Boron, silicon and tin carbide crystals, calculated with Ansatz 0.2.0 using scalar-relativistic DFT with the PBE functional, the PAW method and a plane-wave cutoff of 420 eV. Cells and atomic positions were relaxed without spin polarization or a dispersion correction.

```tsv
system	candidates tried	space group	energy over elements (eV/atom)	volume per atom (Å³)	next structure above by (meV/atom)
B5C2	40	C2/m	0.030	6.900	21
Si4C	33	I4_1/a	0.100	15.930	172
Sn2C3	26	P-3m1	0.150	22.420	570
B2C	46	P-1	0.218	7.540	n/a
B3C	20	R-3m	0.300	8.410	37
B3C4	32	R-3m	0.303	8.140	193
```

The column "energy over elements" invites a ranking from top to bottom, but the rows have different compositions, and crystals compete only when both sides hold the same atoms. The near tie between B3C and B3C4, for instance, decides nothing. For the B3C crystal a fair contest is easy to write. Its repeating cell holds six boron and two carbon atoms, which is one formula unit of B5C2 plus one atom of boron:

$$\mathrm{B_6C_2 \;\rightarrow\; B_5C_2 + B}$$

**Which side is lower.** The left side has eight atoms at 0.300 eV each above the elements. On the right, seven atoms lie 0.030 eV above them, and the spare boron atom is itself an element and counts as zero. The difference is $8\times0.300-7\times0.030=2.19$ eV per cell, or about 0.27 eV per atom. The B3C crystal found here therefore loses clearly to B5C2 and boron.

**Why the bonding favours B5C2.** Boron has three valence electrons, too few for ordinary two-electron bonds to all its neighbours, so it forms cages whose electrons are shared by the whole cage. By Wade's rule a closed cage of $n$ atoms needs $2n+2$ electrons to hold itself together. Each cage atom also puts one electron into a bond pointing outwards, which makes $3n+2$ in all. Boron atoms alone supply $3n$, so a pure boron cage is two electrons short, whatever its size.

Carbon has one electron more than boron, and what matters is where it sits and whether the electrons of the cell serve both the cages and the bonds between them. The B5C2 crystal was built from twelve-atom cages in which two atoms are carbon, and these two supply exactly what the cage lacks. The B3C crystal was built from six-atom cages of boron only. Its carbon atoms sit in pairs between the cages, where each spends its four electrons on four ordinary bonds and has none to spare. Swapping them into the cages would close the cages. If the boron atoms then left between the cages each made only three bonds, as boron commonly does, and gave up the pair bond, the cell would need just the 26 electrons it has. The shortage therefore belongs to this framework, not to the composition.

Taking the cages and carbon–carbon bonds as built to have survived the relaxation, the full count gives 46 electrons needed and 46 present in the B5C2 cell, against 28 needed and 26 present in the B3C cell. The calculated electronic structures agree with this: B5C2 has a band gap, while B3C is a metal. Calcium hexaboride, a neighbouring case, has the same kind of six-atom boron cage, and there the calcium atom donates the two missing electrons. This B3C crystal has no such donor.

The count fits the direction of the result, but it doesn't prove the cause or yield the 2.19 eV. The two crystals also differ in cage size and in how openly they are packed, and two crystals can't separate these effects. A test would be a B3C crystal whose electron count closes, such as the swapped one above, and the table has none.

**How safe the order is.** The most doubtful reference here is graphite. Without a dispersion correction, this level of theory favours graphite over diamond-like carbon by very roughly 0.1 eV per carbon atom too much (a recalled size). In the reaction above this doesn't matter, because both carbon atoms of the B3C cell end up in B5C2 and no graphite appears on either side. What remains is the error in comparing one boron carbide with another plus solid boron, and that would have to reach 0.27 eV per atom to change the order. The stated accuracy for metals, about 4 meV per atom, is far smaller, but it concerns the numerical side of the calculation. The functional's own error in this reaction isn't measured here.

The contest between B5C2 and its own elements is a different matter. Taken at face value, boron and graphite win by 0.030 eV per atom, which would put them below B5C2 plus boron at the composition of B3C too. Here, however, graphite stands on one side only. Two atoms in seven are carbon, so a bias of 0.1 eV per carbon is worth about 0.03 eV per atom, as much as the whole margin. Whether B5C2 is stable against its elements is therefore open, and atomic vibrations, which are also left out, could tip so fine a balance.

**What would reverse the verdict on B3C.** The realistic way is a much better crystal of the same composition. Only 20 candidates were tried for B3C, the fewest in the table, and this one kept the symmetry of its hand-built start. The search also rattles cells, but that probes only nearby distortions, so a lower arrangement may have been missed. It would have to lie more than 0.27 eV per atom below the present one. The result thus condemns this crystal rather than the composition. A better B5C2, or another boron carbide that isn't in the table, could only widen the gap. The known boron carbide near B4C is such a case. It is expected to lie below its elements, and B5C2 itself is expected to lose to it plus carbon.

Heat and pressure offer little help. The B3C cell takes up 19 Å³ more than a formula unit of B5C2, whereas an atom in solid boron needs only about 7 Å³, so compression favours the products. To draw level at 1000 K, B3C would need an extra entropy of about three Boltzmann constants per atom, far more than is usual between two solids made of the same atoms. None of this gives the speed of the reaction, and a crystal that loses on energy may still last if its atoms can't rearrange.

**The other rows.** B2C and B3C4 can be set against B5C2 plus carbon in the same way, and they lose by about 0.19 and 0.29 eV per atom. This time free carbon is left over, so part of the graphite error returns. It is negligible for B2C and roughly 0.04 eV per atom for B3C4, too little to change either result. The B3C4 crystal is flagged as weakly bound, though, and, built as a dense diamond-type network, it ended at 8.14 Å³ per atom, which suggests that it opened into layers. Dispersion would act on it directly, so its margin is the less certain of the two.

The two carbides without boron have no partner in the table. For Si4C the natural competitor is silicon carbide with silicon, so its 0.100 eV per atom over the elements understates how far it is from stable. Sn2C3 is in effect a stack of graphene sheets and tin layers. Its carbon is bonded much as in graphite, so the graphite correction doesn't carry over to it, and its volume is unreliable without dispersion forces.

**What to do with such a table.** Write the balanced reaction before comparing two energies, then see which elements are left over, because their errors are the ones that survive. If graphite is left over, multiply its possible error by the share of atoms that end up as graphite and compare the result with the margin. For a boron carbide built of closed cages, also count whether the electrons of the whole cell suffice for the cages and for the bonds between them. The output below gives these balances, the electron counts and, for each row, the graphite error that would bring it level with its elements.

Output of the analysis:

```
Error in the energy of graphite that would bring each row level with its elements:
    row  energy over elements (eV/atom)  carbon share of atoms  break-even error (eV per carbon)
   B5C2                            0.03                 0.2857                             0.105
   Si4C                             0.1                    0.2                               0.5
  Sn2C3                            0.15                    0.6                              0.25
    B2C                           0.218                 0.3333                             0.654
    B3C                             0.3                   0.25                               1.2
   B3C4                           0.303                 0.5714                            0.5302
B6C2 over its elements (eV per 8 atoms): 2.4
B5C2 + B over the elements (eV per 8 atoms): 0.21
B6C2 above B5C2 + B (eV per 8 atoms): 2.19
B6C2 above B5C2 + B (eV/atom): 0.2737
the same if B5C2 took its next structure (eV per 8 atoms): 2.043
error of 4 meV/atom in the metal B3C (eV per 8 atoms): 0.032
B5C2 over elements after a rough graphite correction (eV/atom): 0.001429
B2C above B5C2 + carbon (eV/atom): 0.19
part of it open to the graphite bias, B2C (eV/atom): 0.006667
B3C4 above B5C2 + carbon (eV/atom): 0.285
part of it open to the graphite bias, B3C4 (eV/atom): 0.04
electrons in the B5C2 cell (B10C4): 46
electrons needed in the B5C2 cell: 46
electrons in the B3C cell (B6C2): 26
electrons needed in the B3C cell: 28
volume of B6C2 less volume of B5C2 (cubic angstrom, for one boron atom): 18.98
extra entropy B3C would need at 1000 K to draw level (kB per atom): 3.177
```
